Should this tin–zirconium oxide stay on a list of candidates for a transparent contact? A contact of this kind has to let visible light through, so its gap should exceed the energy of violet photons, roughly 3 eV. PBE puts the gap well inside the visible range, and PBE0 puts it well above. A screening that relied on PBE would strike the material out because of an error in the method. The gap is only one test, though: the cell was built from a rutile host and need not be a stable phase.

Band energies of ZrSn3O8 (rutile-derived cell, 12 atoms, space group Cmmm), computed with Ansatz 0.2.0 using plane-wave PAW, a 420 eV cutoff, no spin polarisation and the r2SCAN geometry. The cheaper level is PBE (6×6×4 k mesh), the costlier one PBE0 (4×4×2). Each level's zero is its own valence top; v1 is the highest filled band and c1 the lowest empty one.

| point name | band v2, cheaper level (eV) | band v1, cheaper level (eV) | band c1, cheaper level (eV) | band c2, cheaper level (eV) | band v2, costlier level (eV) | band v1, costlier level (eV) | band c1, costlier level (eV) | band c2, costlier level (eV) |
| --- | --- | --- | --- | --- | --- | --- | --- | --- |
| Gamma | -0.690 | 0.000 | 2.088 | 3.516 | -0.628 | 0.000 | 4.514 | 6.088 |
| Y | -0.777 | -0.677 | 3.052 | 4.028 | -0.898 | -0.701 | 5.629 | 6.645 |
| C_0 | -0.777 | -0.677 | 3.052 | 4.028 | -0.898 | -0.702 | 5.629 | 6.646 |
| Sigma_0 | -0.777 | -0.677 | 3.052 | 4.028 | -0.898 | -0.702 | 5.629 | 6.646 |
| Z | -0.526 | -0.448 | 3.670 | 3.876 | -0.550 | -0.502 | 6.213 | 6.485 |
| A_0 | -0.765 | -0.704 | 4.013 | 4.750 | -0.675 | -0.616 | 6.636 | 7.356 |
| E_0 | -0.765 | -0.704 | 4.013 | 4.750 | -0.675 | -0.616 | 6.636 | 7.356 |
| T | -0.765 | -0.704 | 4.012 | 4.750 | -0.675 | -0.616 | 6.636 | 7.356 |
| S | -0.679 | -0.584 | 3.699 | 4.432 | -0.622 | -0.574 | 6.282 | 7.044 |

**Gamma.** Each level of theory counts its energies from its own highest filled level, which lies at Gamma. The lowest empty band, c1, also has its lowest point there, so its value in this row is the gap: 2.09 eV in PBE and 4.51 eV in PBE0. PBE thus gives less than half the PBE0 gap. PBE0 is itself an approximation and can overshoot, but that PBE makes the gaps of such oxides too small is well established.

The cause lies in how an electron is kept from repelling itself. The average repulsion in the calculation comes from all electrons, including the one under study, and exchange has to remove that false part. PBE does so only approximately, so a filled state keeps some self-repulsion and lies too high. It also uses one potential for filled and empty states alike. An empty state has no self-repulsion to remove, but it receives the correcting attraction all the same and lies too low. In a crystal this picture is best applied to the localised orbitals from which the bands are built, because a single band state is spread too thinly to repel itself noticeably.

PBE0 replaces a quarter of the PBE exchange by exact exchange, which does distinguish the two kinds of state. Filled states should then sink and empty ones rise. The unshifted band edges of the two runs agree with this: the valence top falls by about 1.7 eV and the conduction bottom rises by about 0.8 eV. This division holds only if both runs share the same zero of potential, whereas the total opening of 2.43 eV doesn't depend on it.

This picture suggests a simple model. If the error depends mainly on whether a state is filled or empty, all empty levels should move up by about the same amount. By the same argument, an upward offset is the first guess for a related oxide with filled oxygen states and empty metal states, though its size has to be calculated anew.

**Y to Z.** C_0 and Sigma_0 nearly coincide with Y and repeat its values, so they add no independent evidence. At Y, c1 rises by 2.58 eV between the two levels of theory, and at Z by 2.54 eV. Both shifts are close to the one at Gamma, although the PBE levels start from quite different heights. This is how an offset shows itself: the difference between the methods stays nearly the same while the level itself changes.

**A_0 to T.** These three rows are again practically one point, and here the model can be tested, because its shift was taken from Gamma alone. In PBE, c1 at T lies at 4.01 eV. Adding the shift gives 4.01 + 2.43 = 6.44 eV, against 6.64 eV in PBE0. The estimate is 0.20 eV too low, a small miss beside the error it repairs.

The other obvious repair is to stretch the PBE energies by the ratio of the two gaps at Gamma. At T this gives 2.162 × 4.012 = 8.67 eV, about 2 eV too high. PBE has therefore not shrunk the whole energy scale. Counted from the valence top, it has set the empty bands too low as a block and kept much of their shape.

The block isn't perfectly rigid, however. From Gamma to T, c1 climbs by 1.92 eV in PBE and by 2.12 eV in PBE0, about a tenth more. Exact exchange depends on the orbital it acts on, so it can change the slope of a band as well as its height. That may be the reason here, but it is a guess, and the PBE0 result was not tested on a denser k mesh, which could change a difference this small.

The filled bands show a failure that no constant shift can mend. In PBE, the highest filled level at Y lies 0.03 eV above the one at T; in PBE0 it lies 0.09 eV below. A rigid shift moves both levels together and can never reverse their order. The differences are small, and a denser k mesh in PBE0 might change them. As the numbers stand, a shift that reproduces the PBE0 gap doesn't reproduce the PBE0 order of the filled levels.

**S.** The last row behaves like the others: c1 rises by 2.58 eV, and the shift from Gamma again falls a little short. For a rough picture of the lowest empty bands, PBE bands with one PBE0 shift are therefore good enough in this cell, since the shift places every empty level listed within about 0.2 eV of PBE0. The gap itself is no test of the shift, because the shift was taken from it. PBE alone gives no sign that the shift is needed, because its bands look quite regular. The differences for all points are in the output below.

The analysis program printed:

```
Change from PBE to PBE0 (eV):
      row      v2      v1     c1     c2  gap at this point  c1 miss of the shift from Gamma  c1 miss of the factor from Gamma
    Gamma   0.062       0  2.426  2.572              2.426                                0                                 0
        Y  -0.121  -0.024  2.577  2.617              2.601                           -0.151                             0.969
      C_0  -0.121  -0.025  2.577  2.618              2.602                           -0.151                             0.969
  Sigma_0  -0.121  -0.025  2.577  2.618              2.602                           -0.151                             0.969
        Z  -0.024  -0.054  2.543  2.609              2.597                           -0.117                             1.721
      A_0    0.09   0.088  2.623  2.606              2.535                           -0.197                              2.04
      E_0    0.09   0.088  2.623  2.606              2.535                           -0.197                              2.04
        T    0.09   0.088  2.624  2.606              2.536                           -0.198                             2.037
        S   0.057    0.01  2.583  2.612              2.573                           -0.157                             1.715
PBE gap below PBE0 gap (%): 53.74
Opening of the gap at Gamma (eV): 2.426
Ratio of PBE0 to PBE gap at Gamma: 2.162
Ratio of PBE0 to PBE c1 at T: 1.654
Smallest c1 shift away from Gamma (eV): 2.543
Largest c1 shift away from Gamma (eV): 2.624
Smallest c2 shift, all points (eV): 2.572
Largest c2 shift, all points (eV): 2.618
Smallest overshoot of the common factor away from Gamma (eV): 0.969
Largest overshoot of the common factor (eV): 2.04
Climb of c1 from Gamma to T in PBE (eV): 1.924
Climb of c1 from Gamma to T in PBE0 (eV): 2.122
Increase of that climb (%): 10.29
Splitting of v1 and v2 at Y in PBE (eV): 0.1
Splitting of v1 and v2 at Y in PBE0 (eV): 0.197
v1 at Y less v1 at T in PBE (eV): 0.027
v1 at Y less v1 at T in PBE0 (eV): -0.085
Fall of the raw valence top (eV): 1.659
Rise of the raw conduction bottom (eV): 0.7675
Share of the opening from the valence side (%): 68.37
```
